In MgS the filled bands just below the gap spread over about 5 eV. A simple model fitted to the levels puts most of this down to sulphur 3p orbitals that point at each other on neighbouring sulphur sites, with an effective coupling of roughly 0.6 eV; its side-by-side coupling is some ten times weaker. A point on the band path fixes how the phase of these orbitals changes from site to site, and so whether a contact is bonding or antibonding. The five sets of levels below belong to five such points.

Kohn-Sham levels of MgS (Fm-3m) at points along a band path, computed with Ansatz 0.2.0 using r2SCAN, scalar-relativistic PAW, a 500 eV plane-wave cutoff, an 8×8×8 k mesh and Gaussian smearing of 0.02 eV, without spin polarization. Levels b1, b2 and b3 are the highest filled ones, counted downwards from the gap, and a1 is the lowest empty one. Candidates: 18, 14, 21, 15, 13.

| row | level b3 from the Fermi level (eV) | level b2 from the Fermi level (eV) | level b1 from the Fermi level (eV) | level a1 from the Fermi level (eV) |
| --- | --- | --- | --- | --- |
| A | -5.377 | -2.168 | -2.168 | 3.763 |
| B | -3.458 | -1.908 | -1.908 | 3.888 |
| C | -5.768 | -3.710 | -3.600 | 2.252 |
| D | -6.455 | -2.313 | -2.313 | 3.488 |
| E | -5.299 | -4.706 | -3.613 | 4.158 |

Levels b3, b2 and b1 are the three highest filled ones, counted upwards, and a1 is the lowest empty one. The zero lies in the middle of the gap, so only differences between levels matter. Rows 13, 14 and 15 lie about a third of the way, two thirds of the way and almost all the way from Γ to L. Row 18 lies about four fifths of the way from L to W, and row 21 about two thirds of the way from W to X.

**(a) Which sets lie between Γ and L, and in what order?**

*Solution.* Start from Γ, where all cells are in phase and the three p orbitals are equivalent. The line to L is a threefold axis: it singles out the orbital along the axis and keeps the two across it equal. Sets A, B and D show this pair, b1 = b2, and the other two sets do not. Spin-orbit coupling, which the calculation leaves out, would split the pair slightly.

The order follows from the single level. At Γ the head-on contacts are antibonding, because a positive lobe faces a negative one. Towards L the phase turns from one (111) plane to the next, these contacts become bonding, and b3 sinks. B is therefore row 13, A is row 14 and D, the deepest, is row 15.

The limit at L can be worked out. Of the twelve sulphur neighbours, six lie in the same plane and contribute $6V_\pi$, where $V_\pi$ is the side-by-side coupling. The six in the adjacent planes contribute $4V_\sigma+2V_\pi$, with $V_\sigma$ the head-on coupling, and at L this part changes sign:

$$E_{\mathrm L}=E_p-4V_\sigma+4V_\pi\approx-3.71-2.44-0.22=-6.37\ \text{eV}.$$

The p energy $E_p$ and the couplings, 0.61 and −0.056 eV, were fitted to rows 1 to 4, between Γ and X. Set D, which took no part in the fit, has b3 at −6.46 eV.

**(b) Which of C and E is row 18, and which is row 21?**

*Solution.* Compare the limits at W and X. At X the orbital along the axis has only bonding head-on contacts and lies deep. For the two orbitals across the axis such contacts cancel, so the pair is on top. At W the cancellation affects just one orbital, which stays high, while the other two keep a bonding surplus and form a pair below it.

In C the upper two levels are only 0.11 eV apart, so C is close to X and is row 21. In E the lower two are the closer ones, 0.59 eV apart against 1.09 eV for the upper two, which suits row 18 near W. The empty level agrees: the calculation has its conduction minimum at X, and C has the lowest a1 of the five.

**(c) How sure are these assignments, and would they stand without the list of candidates?**

*Solution.* With the list, all five are sure. Each set agrees with the model levels for its own place to about 0.25 eV (root mean square) or better, and misses those of every other candidate by more than 0.5 eV.

Without the list, C and E become ambiguous. C resembles several points around X. E fits the model levels just past W even better than those of its own place, and those of the point K only somewhat worse. A, B and D keep their line, although Γ–X also has an exact pair. Measured from Γ, their pair falls by only 11 to 13 % of the fall of b3, against 35 to 40 % on Γ–X. The reason lies in the contacts within the planes across the axis, which stay antibonding: they carry three quarters of the pair's head-on coupling on the way to L, but only half on the way to X.

The rows with their labels:

| row | level b3 from the Fermi level (eV) | level b2 from the Fermi level (eV) | level b1 from the Fermi level (eV) | level a1 from the Fermi level (eV) |
| --- | --- | --- | --- | --- |
| 1 | -1.715 | -1.715 | -1.715 | 2.797 |
| 2 | -2.888 | -2.122 | -2.122 | 4.108 |
| 3 | -4.617 | -2.860 | -2.860 | 3.459 |
| 4 | -5.739 | -3.341 | -3.341 | 1.928 |
| 5 | -5.888 | -3.456 | -3.398 | 1.760 |
| 6 | -5.804 | -3.815 | -3.343 | 2.048 |
| 7 | -5.638 | -4.340 | -3.237 | 2.423 |
| 8 | -5.394 | -4.854 | -3.084 | 2.821 |
| 9 | -5.471 | -4.588 | -2.628 | 3.899 |
| 10 | -4.701 | -3.181 | -2.033 | 5.169 |
| 11 | -2.707 | -2.011 | -1.755 | 3.674 |
| 12 | -1.814 | -1.724 | -1.724 | 2.882 |
| 13 | -3.458 | -1.908 | -1.908 | 3.888 |
| 14 | -5.377 | -2.168 | -2.168 | 3.763 |
| 15 | -6.455 | -2.313 | -2.313 | 3.488 |
| 16 | -6.405 | -2.717 | -2.414 | 3.916 |
| 17 | -5.978 | -3.831 | -2.861 | 4.476 |
| 18 | -5.299 | -4.706 | -3.613 | 4.158 |
| 19 | -5.052 | -4.794 | -4.008 | 4.089 |
| 20 | -5.482 | -4.232 | -3.862 | 3.221 |
| 21 | -5.768 | -3.710 | -3.600 | 2.252 |
| 22 | -5.893 | -3.418 | -3.414 | 1.738 |

The labels confirm the assignment: A is row 14, B row 13, C row 21, D row 15 and E row 18. Over the 18 rows outside the fit the model misses the filled levels by 0.20 eV (root mean square), as the output below shows. It fails most clearly for b1 in row 19, beside W, which it puts half an eV too high. It also puts b3 in row 13 too high, by 0.4 eV. Mixing with empty magnesium states would push such levels down, but coupling between more distant sulphur atoms might do the same; the model tests neither.

Numerical output:

```
sulphur p energy and sigma coupling and pi coupling from Gamma-X rows (eV), first the p energy: -3.708
sigma coupling (eV): 0.6102
pi coupling (eV): -0.05597
rms miss of the three valence levels in the 18 rows not used for the constants (eV): 0.1989
fall of the pair over fall of b3 from Gamma, rows 2 to 4 on Gamma-X: 0.347, 0.3946, 0.4041
fall of the pair over fall of b3 from Gamma, rows 13 to 15 on Gamma-L: 0.1107, 0.1237, 0.1262
model less computed b3 in rows 13 to 15 (eV): 0.4246, 0.3227, 0.1406
model levels, level spacings and rms misfit of each row to the model of each candidate (all eV):
  row  model b3  model b2  model b1  b2 less b3  b1 less b2   to 13   to 14    to 15   to 18   to 21
    1    -1.715    -1.715    -1.715           0           0  0.7764   1.966    2.708   2.696   2.882
    2     -2.55    -2.048    -2.048       0.766           0  0.1983   1.252    1.988   2.003   2.133
    3    -4.425    -2.796    -2.796       1.757           0   1.203  0.6035    1.059   1.039  0.9727
    4    -5.929    -3.397    -3.397       2.398           0   1.955   1.021   0.8616  0.7946  0.2473
    5    -6.132    -3.509    -3.476       2.432       0.058   2.066    1.12   0.8998   0.787  0.1468
    6        -6    -3.701     -3.41       1.989       0.472   2.114    1.23     1.05   0.595  0.1363
    7    -5.746    -4.039    -3.285       1.298       1.103   2.199   1.422    1.304  0.3412  0.4396
    8    -5.388    -4.445    -3.113        0.54        1.77   2.286   1.635    1.586  0.2702  0.7793
    9    -5.098    -4.339    -2.638       0.883        1.96   2.136   1.429     1.38  0.4292  0.7674
   10    -4.344    -2.892     -2.07        1.52       1.148   1.216  0.6148    1.061   1.086   1.142
   11    -2.396    -1.939    -1.773       0.696       0.256  0.2161   1.382    2.123    2.19    2.33
   12    -1.773    -1.723    -1.723        0.09           0  0.7189   1.909    2.651    2.65    2.83
   13    -3.033    -1.902    -1.902        1.55           0  0.2452  0.9497    1.691   1.955   1.986
   14    -5.054    -2.189    -2.189       3.209           0    1.37   0.187   0.5651   1.523   1.206
   15    -6.314    -2.367    -2.367       4.142           0   2.004   0.815  0.09254    1.61   1.084
   16    -6.249    -2.642    -2.451       3.688       0.303   2.024  0.8474   0.2102   1.393  0.8757
   17    -5.752    -3.596    -2.773       2.147        0.97   2.106   1.155   0.9127  0.7009  0.3696
   18    -5.086     -4.55    -3.263       0.593       1.093   2.304   1.676    1.638  0.2529  0.6998
   19    -4.966    -4.667    -3.484       0.258       0.786   2.372   1.835    1.842  0.4529  0.8744
   20    -5.525    -4.108    -3.484        1.25        0.37   2.256   1.545    1.461  0.4533  0.4663
   21    -5.945    -3.688    -3.484       2.058        0.11   2.132   1.267    1.099  0.6542  0.1226
   22     -6.14    -3.493    -3.484       2.475       0.004   2.062   1.113   0.8901  0.8073   0.164
```
